## The question

Can the PBE bands of an oxide be turned into HSE06 bands by lifting every empty level by the same energy? This recipe, known as a scissors shift, is tempting because PBE is far cheaper. In Zr3SnO8 the common shift is about 1.6 eV, and it leaves errors of up to about 0.1 eV in the empty levels. The filled levels show most clearly a second kind of failure: one of them moves past a level at another point of the band structure, which no shift or stretch of the energy scale can reproduce.

Band levels of Zr3SnO8 (rutile-type cell of 12 atoms, space group Cmmm) in PBE (cheaper level, 6×6×4 k mesh) and HSE06 (costlier level, 4×4×2 k mesh), each measured from its own valence top. Both were calculated with Ansatz 0.2.0, using plane-wave PAW with a 420 eV cutoff and no spin polarisation, on the same cell relaxed with r2SCAN.

```tsv
point name	band v2, cheaper level (eV)	band v1, cheaper level (eV)	band c1, cheaper level (eV)	band c2, cheaper level (eV)	band v2, costlier level (eV)	band v1, costlier level (eV)	band c1, costlier level (eV)	band c2, costlier level (eV)
Gamma	-0.551	0.000	2.763	3.983	-0.575	0.000	4.385	5.648
Y	-0.629	-0.469	3.178	4.179	-0.682	-0.510	4.862	5.877
C_0	-0.629	-0.469	3.178	4.179	-0.682	-0.510	4.862	5.877
Sigma_0	-0.629	-0.469	3.178	4.179	-0.682	-0.510	4.862	5.877
Z	-0.548	-0.425	3.951	4.181	-0.570	-0.467	5.654	5.891
A_0	-0.821	-0.703	4.047	4.350	-0.907	-0.644	5.773	6.100
E_0	-0.821	-0.703	4.047	4.350	-0.907	-0.644	5.773	6.100
T	-0.821	-0.704	4.046	4.350	-0.907	-0.645	5.773	6.100
S	-0.710	-0.603	3.316	3.912	-0.753	-0.641	4.963	5.560
```

The highest filled band is called v1 and the one below it v2; c1 and c2 are the lowest and second lowest empty bands. Each level of theory counts energy from its own valence top, which lies at Γ. C_0 and Sigma_0 nearly coincide with Y, and A_0 and E_0 with T, so the nine rows describe five separate points. The argument below follows Γ, Y and T.

## The large failure: the gap at Γ

At Γ the lowest empty level lies 2.76 eV above the valence top in PBE and 4.39 eV above it in HSE06. The PBE gap is thus 37 % smaller than the HSE06 gap. For an optical material this is a difference in kind, since a photon of 2.8 eV is blue light and one of 4.4 eV is ultraviolet. The comparison is between two calculations on a hypothetical ordered crystal, so it doesn't settle the colour of a real powder. That PBE makes the gaps of such oxides too small is, however, well established.

## Why exact exchange opens the gap

An electron in a filled state is part of the density that repels it. PBE cancels this self-repulsion only in part, so filled states lie too high. HSE06 replaces a quarter of the short-range PBE exchange by Fock exchange, which is computed from the orbitals themselves. The filled orbitals of an oxide can be pictured as localised on its atoms, and for each of these Fock exchange contains a term that cancels its own repulsion within that range.

An empty orbital has no such term. It loses a quarter of the attractive short-range PBE exchange and gets less back, because Fock exchange binds it only through its overlap with filled orbitals. Theory therefore expects filled states to sink and empty states to rise.

The raw band edges agree with this picture. From PBE to HSE06 the valence top sinks by 1.11 eV and the conduction bottom rises by 0.51 eV, provided that both runs share the same zero of potential, as is usual for one cell and one set of atomic data. About two thirds of the opening then comes from the filled side. The table hides this, because it sets the valence top to zero at both levels. Anyone who lines up these bands with those of another material should not put the whole correction into the empty levels.

## What one number leaves over

The scissors shift takes the gap change at Γ, 1.62 eV, and adds it to every empty level. It is exact for c1 at Γ by construction. Every other empty level in the table comes out too low, by up to 0.13 eV for c2 at T. Errors that share a sign and tend to grow with energy suggest that the bands are not only shifted but also stretched.

Fock exchange itself offers one possible cause. States low in a group of bands tend to vary smoothly in space and gain much exchange energy from the filled orbitals. Higher states have more nodes and tend to gain less. The spacing between low and high states therefore grows, as it does for electrons in a uniform gas treated with Fock exchange. A change of character along the empty bands, for example from tin to zirconium orbitals, could have a similar effect, and the table can't tell the two apart.

## A shift and a stretch, worked at Y

The simplest repair keeps the shift and multiplies the distance from the conduction bottom by one factor. A least-squares fit to c1 at the five separate points gives a factor of 1.077, a stretch of about 8 %. Band c2 was not used in that fit, so it can serve as a test. For c2 at Y the steps are:

1. Distance from the conduction bottom in PBE: 4.179 − 2.763 = 1.416 eV.
2. Stretched distance: 1.077 × 1.416 = 1.525 eV.
3. Added to the HSE06 gap: 4.385 + 1.525 = 5.910 eV.

HSE06 itself gives 5.877 eV, so the estimate is 0.03 eV too high. The rigid shift gives 4.179 + 1.622 = 5.801 eV, which is 0.08 eV too low.

Over the five points the typical (rms) error for c2 falls from 0.08 to 0.04 eV. The gain is not uniform: the stretch helps at Y, Z and T but does slightly worse at Γ and clearly worse at S. HSE06 was also run on a coarser k mesh than PBE, and the effect of that mesh on these levels is untested. Differences of a few hundredths of an eV should therefore not be used to refine the formula further.

The filled bands stretch by a similar amount. A factor fitted to v2 at the five points is 1.073, and it places v1 at Y, Z and S within about 0.01 eV of HSE06. At T the same factor puts v1 0.11 eV too deep. Leaving T out of the fit hardly changes this, so the failure doesn't come from the way the factor was chosen.

## The failure at T

A comparison of two levels shows the problem without any fit. In PBE, v1 at T lies 0.075 eV below v2 at Y. In HSE06 it lies 0.037 eV above it. The two levels have moved past each other, by about 0.11 eV in all.

A formula that gives the HSE06 energy from the PBE energy alone, and rises steadily with it, can never do this. It may shift a ladder of levels or stretch it, but the rungs stay in order. The reversed order is thus a sign that the correction depends on something besides energy. Since the final separation is small, the relative movement of 0.11 eV is firmer evidence than the reversal itself. Both still need to be confirmed by an HSE06 run on a finer k mesh.

A second pair supports the reading. In PBE, v1 at T and v2 at S are practically level, only 0.006 eV apart. In HSE06 they are 0.108 eV apart. Two states of nearly equal PBE energy have thus received clearly different corrections.

## Why energy is not enough

The reason lies in how HSE06 differs from PBE. To first order, with the orbitals kept as they are, the change of a level is

ΔE ≈ ¼ ⟨ψ | V_Fock − V_PBE | ψ⟩

Here ψ is the orbital, and the two V are the short-range exchange operators of Fock and PBE type. The energy of the level doesn't appear on the right-hand side; the shape of the orbital does.

This one expression can account for the successes as well as the failure, though it was not evaluated here and the orbitals were not examined. The highest filled orbitals can be expected to resemble each other more than they resemble the lowest empty ones. Each group then moves nearly together, and a single shift works to about 0.1 eV. Within a group the shape often changes gradually with energy, which gives a stretch. Where two orbitals of similar energy differ in shape, they can receive different corrections, and a shift or stretch based on energy alone then fails.

At T the two highest filled levels are 0.12 eV apart in PBE and 0.26 eV apart in HSE06. Measured from the valence top, the upper one has risen and the lower one has sunk. The bands are numbered by energy, so the two states may also have changed places on the way; this is a guess that would need the orbitals themselves to test. If they did, each state moved even further than the numbered bands suggest.

## How to recognise the failure in practice

For the two lowest empty bands at the points listed, a shift taken at Γ is good enough when an error of about 0.1 eV can be tolerated. It leaves the filled levels spaced as they are in PBE, and at T the spacing of the top two differs from that in HSE06 by more than 0.1 eV. The order is most at risk where two levels lie close together in PBE, whether at the same k point or at different ones. Closeness alone doesn't mean failure: v2 at Γ and v2 at Z lie within 0.01 eV of each other in both PBE and HSE06. HSE06 levels at a few named points, compared pair by pair with PBE, show whether the order survives; the gap alone can't reveal it.

The printed output after these notes gives the changes and the errors of the shift-and-stretch model for every row.

Printed output of the fit:

```
Change from PBE to HSE06 in eV:
      row      v2      v1     c1     c2
    Gamma  -0.024       0  1.622  1.665
        Y  -0.053  -0.041  1.684  1.698
      C_0  -0.053  -0.041  1.684  1.698
  Sigma_0  -0.053  -0.041  1.684  1.698
        Z  -0.022  -0.042  1.703   1.71
      A_0  -0.086   0.059  1.726   1.75
      E_0  -0.086   0.059  1.726   1.75
        T  -0.086   0.059  1.727   1.75
        S  -0.043  -0.038  1.647  1.648
Gap opening at Gamma, eV: 1.622
PBE gap below HSE06 gap, percent of the HSE06 gap: 36.99
Raw valence top, HSE06 less PBE, eV: -1.11
Raw conduction bottom, HSE06 less PBE, eV: 0.5119
Valence stretch factor from v2: 1.073
Valence stretch factor from v2 without T: 1.059
Conduction stretch factor from c1: 1.077
Miss of shift plus stretch, prediction less HSE06, in eV:
      row         v2         v1         c1         c2
    Gamma   -0.01642          0          0    0.05034
        Y   0.006857   0.006595   -0.03025    0.03234
      C_0   0.006857   0.006595   -0.03025    0.03234
  Sigma_0   0.006857   0.006595   -0.03025    0.03234
        Z    -0.0182    0.01082   0.009894    0.02049
      A_0    0.02577    -0.1106  -0.005761  -0.006579
      E_0    0.02577    -0.1106  -0.005761  -0.006579
        T    0.02577    -0.1106  -0.006838  -0.006579
        S  -0.009085  -0.006235    0.01731    0.06191
Largest shortfall of the rigid shift for c2, eV: 0.128
Rms miss for c2 at five points, rigid shift, eV: 0.08053
Rms miss for c2 at five points, shift plus stretch, eV: 0.03969
T v1 less S v2 in PBE, eV: 0.006
T v1 less S v2 in HSE06, eV: 0.108
T v1 less Y v2 in PBE, eV: -0.075
T v1 less Y v2 in HSE06, eV: 0.037
Splitting of v1 and v2 at T in PBE, eV: 0.117
Splitting of v1 and v2 at T in HSE06, eV: 0.262
```
